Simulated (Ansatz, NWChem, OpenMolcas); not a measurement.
## SiH3F (SMILES F[SiH3]): the vertical energy of the triplet above the singlet, rung by rung

The species is SiH3F (5 atoms), meant as a singlet with charge 0. SMILES: `F[SiH3]`. Geometry: relaxed at PBE0-D4/def2-TZVP.

Quantity: the vertical energy of the triplet above the singlet, in eV. The values are calculated.

```json
{"level": "PBE/def2-TZVPP", "kind": "GGA", "program": "Ansatz", "value (eV)": "7.02", "CPU time (all runs)": "22 s"}
{"level": "revPBE/def2-TZVPP", "kind": "GGA", "program": "OpenMolcas", "value (eV)": "7.07", "CPU time (all runs)": "2.3 min"}
{"level": "TPSS/def2-TZVPP", "kind": "meta-GGA", "program": "OpenMolcas", "value (eV)": "7.32", "CPU time (all runs)": "3.1 min"}
{"level": "r2SCAN/def2-TZVPP", "kind": "meta-GGA", "program": "Ansatz", "value (eV)": "7.30", "CPU time (all runs)": "32 s"}
{"level": "B3LYP/def2-TZVPP", "kind": "global hybrid", "program": "Ansatz", "value (eV)": "7.55", "CPU time (all runs)": "26 s"}
{"level": "wB97X/def2-TZVPP", "kind": "range-separated hybrid", "program": "Ansatz", "value (eV)": "7.99", "CPU time (all runs)": "2.3 min"}
{"level": "PBE-QIDH/def2-TZVPP", "kind": "double hybrid", "program": "Ansatz", "value (eV)": "7.93", "CPU time (all runs)": "34 s"}
{"level": "MP2/def2-TZVPP", "kind": "perturbation theory", "program": "NWChem", "value (eV)": "8.16", "CPU time (all runs)": "3 min"}
{"level": "FCI/STO-3G, open shells restricted", "kind": "exact in the basis", "program": "OpenMolcas", "value (eV)": "10.49", "CPU time (all runs)": "23 s"}
```

The values span 7.02 to 10.49 eV. A triplet this far above the singlet is often a Rydberg-like or dissociative state; sets without diffuse functions put Rydberg states too high. High-level rows in very small sets aren't better than simpler rows in larger ones. Times are those of the runs behind each value, whatever else they computed, on shared processors of several kinds: orders of magnitude only.

Every level places the singlet well below the triplet at this geometry. The large gap fits a saturated molecule with strong, polar σ bonds and no low-lying π* orbital. Unpairing the electrons means taking one from an occupied level of Si–H bonding and fluorine lone-pair character and placing it in an orbital that is probably a mixture of Si-centred σ* and diffuse character.

In the def2-TZVPP rows the gap grows from 7.02 eV with PBE to 8.16 eV with MP2, probably because nonlocal exchange raises the triplet relative to the closed-shell singlet. The climb isn't strictly monotonic: PBE-QIDH, at 7.93 eV, falls just below wB97X, at 7.99 eV. The upper end of the full span comes from the minimal-basis FCI row alone, so it doesn't measure the correlation missing from the other methods.

Because the triplet could relax by stretching or breaking a bond, these vertical gaps give neither its adiabatic energy nor a threshold for dissociation.
